Cluster variation method: the square approximation and its critical point (Kramers and Wannier 1941, Kikuchi 1951)

1. Model

Premises: (i) adatoms occupy the fourfold hollows of an unreconstructed, rigid bcc (100) surface, a square lattice of N sites with n_i = 0 or 1; (ii) the only interaction is a repulsion V > 0 between nearest-neighbour adatoms; (iii) the layer is in equilibrium.

E = V Σ⟨ij⟩ n_i n_j − μ Σ n_i, each bond counted once.

The lattice splits into two checkerboard sublattices, ε_i = +1 on A and −1 on B. Put n_i = (1 + ε_i s_i)/2 with s_i = ±1. On a bond ε_i ε_j = −1, so n_i n_j = (1 + ε_i s_i + ε_j s_j − s_i s_j)/4. Each site has four bonds, hence

E = −J Σ⟨ij⟩ s_i s_j + (V − μ/2) Σ ε_i s_i + const, J = V/4.

At μ = 2V the field term vanishes. This is the Ising ferromagnet in zero field, and θ = 1/2 ML at every T. Its magnetisation is the c(2×2) order parameter, m = ⟨s⟩ = θ_A − θ_B.
Notation: K = J/kT, z = exp(2K), v = tanh K, f = F/NkT, h = field conjugate to m in units of kT.

2. Entropy

For a cluster α with configuration probabilities p_α let S_α = −k Σ p_α ln p_α. Define cumulants by S_α = Σ S̃_β over all β ⊆ α. The total entropy is exactly the sum of S̃_β over all clusters of the lattice.
Approximation: keep S̃_β only for β inside an elementary square. Written as S = Σ a_α S_α, every kept cumulant must occur once, so Σ a_α over α ⊇ β equals 1.
Square: a = 1.
Triples and diagonal pairs lie in one square only: a = 0.
A bond lies in two squares: a = 1 − 2 = −1.
A site lies in four squares and four bonds: a = 1 − 4 + 4 = 1.
Per site there are one square and two bonds:

S/N = S₄ − 2S₂ + S₁.

The dropped cumulants have no fixed sign, so truncation gives no bound on the free energy in general. For the square on this lattice f is nevertheless an upper bound on the exact value (section 3).

3. Variational parameters

Take states with the full lattice symmetry in the s variables. Label the corners 1 to 4 around the square. Spin products are orthogonal functions on the 16 configurations, so

p₄ = (1/16)[1 + mΣs + xΣ(4 edges)ss + yΣ(2 diagonals)ss + tΣ(4 triples)sss + w s₁s₂s₃s₄],
p₂ = (1/4)[1 + m(s₁ + s₂) + x s₁s₂], p₁ = (1 + ms)/2.

p₂ and p₁ are the marginals of p₄, so consistency is built in. With energy −2Jx per site,

f = −2Kx − hm + Σp₄ ln p₄ − 2Σp₂ ln p₂ + Σp₁ ln p₁. (1)

Bound. Let W be the symmetric transfer matrix between rows of M sites, each row carrying half of its own bond and field terms, and Λ its largest eigenvalue, so that the exact f is −(1/M) ln Λ for large M. Take the trial vector ψ = Π φ(s_i, s_{i+1}) with φ² = p₂(s, s′)/√(p₁(s)p₁(s′)). Then ψ² is the chain with pair marginal p₂, and (1/M) ln ψᵀψ = 2⟨ln φ⟩ + (S₂ − S₁)/k. The sum ψᵀWψ is the partition function of a two-leg ladder. The Gibbs inequality, applied to the Markov ladder built from p₄ with entropy S₄ − S₂ per rung, gives (1/M) ln ψᵀWψ ≥ 2Kx + hm + 2⟨ln φ⟩ + (S₄ − S₂)/k. Subtracting, (1) ≥ −(1/M) ln(ψᵀWψ/ψᵀψ) ≥ −(1/M) ln Λ for every such p₄. This is the variational principle of Kramers and Wannier.

4. Stationarity

Since Σ ∂p/∂ξ = 0, ∂(Σ p ln p)/∂ξ = Σ (∂p/∂ξ) ln p, which projects ln p on the spin product conjugate to ξ. The parameters y, t, w occur in p₄ alone, so ln p₄ has no diagonal, triple or four-spin component:

ln p₄ = const + LΣ(edges)ss + HΣs,
ln p₂ = const + L₂ s₁s₂ + H₂(s₁ + s₂), ln p₁ = const + H₁ s.

The x and m conditions are −2K + 4L − 2L₂ = 0 and 4H − 4H₂ + H₁ = h. (2)

Set ρ = exp(4L), q = exp(2H), C = q + 1/q ≥ 2. Relative weights of the square:
all equal, a± = ρ q^(±2), one configuration each;
one spin flipped, b± = q^(±1), four each, the sign being that of the majority;
two adjacent spins flipped, c = 1, four;
alternating, d = 1/ρ, two.
Z = ρ(C² − 2) + 4C + 4 + 2/ρ.
Summing over spins 3 and 4 gives the bond weights:
parallel, u± = ρ q^(±2) + 2q^(±1) + 1; antiparallel, ū = C + 1 + 1/ρ.
Then exp(4L₂) = u₊u₋/ū², exp(4H₂) = u₊/u₋, exp(2H₁) = (u₊ + ū)/(u₋ + ū), and (2) at h = 0 reads

z² = ρ²ū²/(u₊u₋), q⁴ u₋²(u₊ + ū) = u₊²(u₋ + ū). (3)

5. Disordered branch

q = 1 solves the second equation. The first gives z = (3ρ + 1)/(ρ + 3), so

ρ = (3z − 1)/(3 − z) = (1 + 2v)/(1 − 2v).

With D = ρ² + 6ρ + 1, Z = 2D/ρ. The normalised probabilities are a = ρ/Z, b = c = 1/Z, d = 1/(ρZ). The edge average is +1 in a, −1 in d and zero otherwise:

x = 2(a − d) = (ρ² − 1)/D = v/(1 − 2v²),

and 16b = 1 − w, 16c = 1 − 2y + w give y = w = 2v²/(1 − 2v²). The branch ends at v = 1/2 (z = 3), where x = 1.
Test: closed polygons (one square and two six-bond rectangles per site) give the exact ln(partition function)/N = ln 2 + 2 ln cosh K + v⁴ + 2v⁶ + O(v⁸). Its K-derivative is 2x, so x = v + 2v³ + 4v⁵ + O(v⁷). The closed form reproduces these terms.

6. Stability

Spin reversal separates the Hessian of (1) into an even block (x, y, w) and an odd block (m, t).
Even block: y and w enter only the convex term Σp₄ ln p₄. After their elimination the curvature in x is 2 dK/dx, positive because x(v) rises with finite slope. No instability.
Odd block: the second-order change of Σ p ln p is Σ δp²/(2p). The triple that omits corner j equals s₁s₂s₃s₄·s_j. Therefore δa± = ±(m + t)/4, δb± = ±(m − t)/8, δc = δd = 0. Parallel bonds have p = (1 + x)/4 and δp = ±m/2, sites have p = 1/2 and δp = ±m/2. Collecting,

f₂ = (m + t)²/(16a) + (m − t)²/(16b) − 2m²/(1 + x) + m²/2.

The curvature in t is positive. Minimising, (m + t)/a = (m − t)/b, t = m(a − b)/(a + b), and the first two terms become m²/[4(a + b)]. With f₂ = r m²/2,

r = 1/[2(a + b)] − 4/(1 + x) + 1. (4)

Insert 2(a + b) = ρ(ρ + 1)/D and 1 + x = 2ρ(ρ + 3)/D. Over the denominator ρ(ρ + 1)(ρ + 3) the numerator is D(1 − ρ) + ρ(ρ + 1)(ρ + 3) = 1 + 8ρ − ρ². Hence

r = (1 + 8ρ − ρ²)/[ρ(ρ + 1)(ρ + 3)] = (1 − 2v)(1 − v − 4v²)/[(1 + 2v)(1 − v)], χ = ∂m/∂h = 1/r. (5)

Test: χ = 1 + 4v + 12v² + 36v³ + 100v⁴ + ... To this order the exact coefficients count self-avoiding walks: 4·3^(n−1) for n ≤ 3, and 108 − 8 = 100 for n = 4, the 8 walks removed being those that close a square.
The staggered mode ε_i s_i (a change of coverage) maps on the uniform mode under K → −K. Its stiffness is r(−v), positive on the whole branch because 1 + v − 4v² > 0 for 0 < v ≤ 1/2. Modulations at other wave vectors lie outside the family of section 3; for this unfrustrated coupling they are assumed not to soften first.

7. Critical point

r = 0 at ρ² − 8ρ − 1 = 0. The positive root is ρc = 4 + √17 = 8.1231, which is v_c = (√17 − 1)/8 = 0.39039 < 1/2. Then z_c = (13 + 3√17)/(7 + √17). Multiplying above and below by 7 − √17 gives (40 + 8√17)/32:

exp(2J/kTc) = (5 + √17)/4 = 2.2808, Kc = 0.41226, kTc/J = 2.4257, x_c = (√17 − 3)/2 = 0.5616.

Other levels by the same route. Site cluster, x = m²: f₂ = (1 − 4K)m²/2, kTc/J = 4. Pair cluster (Bethe 1935), S/N = 2S₂ − 3S₁, x = v: r = 4/(1 + v) − 3, v_c = 1/3, z_c = 2, kTc/J = 2/ln 2 = 2.885. Exact solution (Onsager 1944): sinh 2Kc = 1, kTc/J = 2/ln(1 + √2) = 2.269. The errors in Tc are +76 %, +27 % and +6.9 % for site, pair and square.

8. Ordered branch and exponents

Let λ₊ = u₊/q = ρq + 2 + 1/q and λ₋ = q u₋ = ρ/q + 2 + q. The second equation (3) becomes λ₊λ₋(qλ₋ − λ₊/q) = ū(λ₊² − λ₋²). Use
qλ₋ − λ₊/q = (q − 1/q)(C + 2), λ₊ − λ₋ = (ρ − 1)(q − 1/q), λ₊ + λ₋ = (ρ + 1)C + 4,
P = λ₊λ₋ = u₊u₋ = ρC² + 2(ρ + 1)C + ρ² − 2ρ + 5.
Cancel q − 1/q, multiply by ρ and expand:

G = (2 − C²)ρ³ + (C³ + 4C² − 3C − 8)ρ² + (3C² + 14C + 10)ρ + C + 4 = 0,
z = (ρC + ρ + 1)/√P, m = √(C² − 4)·(ρC + 2)/Z. (6)

The last form is (1/4) ∂ln Z/∂H. For C ≥ 2 the coefficients of G change sign once, so each C has one positive ρ. At C = 2, G = −2(ρ + 3)(ρ² − 8ρ − 1): the ordered branch leaves the disordered one at ρc.
Expand there, reducing powers with ρ² = 8ρ + 1. ∂G/∂C = −(34ρ + 6), ∂G/∂ρ = 44 − 28ρ, so ρ′ = dρ/dC = −(13 + 3√17)/(4√17) = −1.5382. With P = (ρ + 3)², ∂P/∂C = 6ρ + 2, ∂P/∂ρ = 2ρ + 6,

d ln z/dC = (ρ + 3ρ′)/(3ρ + 1) − (3ρ + 1)/(ρ + 3)² − ρ′/(ρ + 3) = 0.07154.

The sign is positive: order appears on the low-temperature side and grows from zero. Solving (6) at C = 2.1, 2.5, 3 and 10 gives z still rising, so no first-order jump shows at these points. Since C − 2 ≈ 4H², K − Kc = 0.14307 H². Also m ≈ 8(ρ + 1)H/Z = (1 + √17)H/2. With τ = |T − Tc|/Tc and |K − Kc| ≈ Kc τ,

m² = (17 + 7√17)(K − Kc) = 45.86 (K − Kc), m = 4.35 τ^(1/2), β = 1/2.

From (5), with 1 + 8v_c = √17 and dv/dK = 1 − v², r = −r₁(K − Kc), r₁ = √17(1 + v_c)/ρc = 0.7057. Above Tc, χ = 1/(r₁Kcτ) = 3.44/τ, γ = 1.
At Kc all probabilities are nonzero and all modes except m are stiff, so eliminating them leaves an analytic f = f₀(K) + r m²/2 + g m⁴ − hm. Its minimum m² = r₁(K − Kc)/(4g) fixes g = r₁/(4 × 45.86) = 0.00385 > 0. At Tc, h = 4g m³, δ = 3. Below Tc, f − f₀ = −r₁·45.86·(K − Kc)²/4. The heat capacity per site is −kK² d²f/dK², so it jumps by ½ Kc² r₁·45.86 k = 2.75 k, α = 0. The exponents are classical because (1) is an analytic function of finitely many variables.

9. Size of a second-neighbour term

An interaction V₂ along the diagonals couples sites of one sublattice, J₂ = −V₂/4, K₂ = J₂/kT, and half coverage moves to μ = 2V + 2V₂. It adds −2K₂y to (1), which puts K₂Σ(diagonals)ss into ln p₄. With κ = exp(2K₂) the weights at q = 1 are a = ρκ, b = 1, c = 1/κ, d = κ/ρ, so Z = 2ρκ + 8 + 4/κ + 2κ/ρ, u = ρκ + 2 + 1/κ, ū = 2 + 1/κ + κ/ρ, z = ρū/u, and (4) reads r = Z/[2(ρκ + 1)] − Z/u + 1. At ρc, κ = 1: ∂r/∂κ = −0.1884, ∂r/∂ρ = −0.01000, so dρc/dκ = −18.84. With ∂ln z/∂κ = −0.9212 and ∂ln z/∂ρ = 0.02835, d ln z_c/dκ = −6/√17 = −1.455. Since δ ln z = 2δK and δκ = 2K₂,

ΔTc/Tc = −1.455 V₂/V to first order.

An attraction raises Tc. |V₂| = 0.047 V already shifts Tc by the 6.9 % that separates the square from the exact result.

10. Range of validity

Model: rigid square lattice, nearest-neighbour pair repulsion, θ = 1/2 ML, equilibrium. Away from half coverage the field V − μ/2 is nonzero and section 7 does not apply. |V₂| must be well below 0.047 V for its shift of Tc to be small compared with the 6.9 % error of 2.4257; a repulsive V₂ widens that miss and a weak attractive one narrows it. Trio terms, substrate relaxation, steps and desorption are absent.
Approximation: correlations are treated within one square. It is exact to the orders shown at high T. It fails where the correlation length exceeds a few lattice spacings. Between kT/J = 2.269 and 2.4257 it predicts order that the exact solution lacks. The exact exponents are β = 1/8, γ = 7/4, δ = 15, with a logarithmic heat capacity in place of the jump. Within the approximation the τ^(1/2) law is itself narrow, since g is small.

11. Illustration: c(2×2) nitrogen on W(100)

Nitrogen on W(100) typically forms a c(2×2) layer in hollow sites near half coverage and typically stays adsorbed up to roughly 1000 K, above which N₂ desorbs. Assumed input: V = 0.16 eV, chosen so that the model layer is ordered over the range in which the real layer typically persists. It is not fitted to a disordering temperature. J = 40 meV, J/k = 464.2 K.

Model Tc: site 1857 K, pair 1339 K, square 1126 K, exact 1053 K.

At the square Tc a given bond carries two adatoms with probability (1 − x_c)/4 = 0.110, against 1/4 for a random layer.
One point of the ordered branch, C = 3: G = 0 is 7ρ³ − 46ρ² − 79ρ − 7 = 0, ρ = 7.9981, P = 178.95, z = 2.4663, K = 0.45137, T = 1028 K = 0.913 Tc. With Z = 72.24, m = 0.805, θ_A = (1 + m)/2 = 0.902 and θ_B = 0.098. The kinematic (½,½) diffraction intensity scales as m² = 0.65 of its value for perfect order, thermal vibration aside. The τ^(1/2) law would give m = 1.28 here, so (6) must be used.
These are the model's numbers, and all temperatures scale with the assumed V. The model Tc falls where the real layer typically begins to lose nitrogen, so premise θ = 1/2 ML would need a balancing N₂ pressure. Tungsten (100) is also known not to be a rigid substrate. A second-neighbour term of only 7.6 meV would move Tc as much as the whole 73 K between the square and the exact value.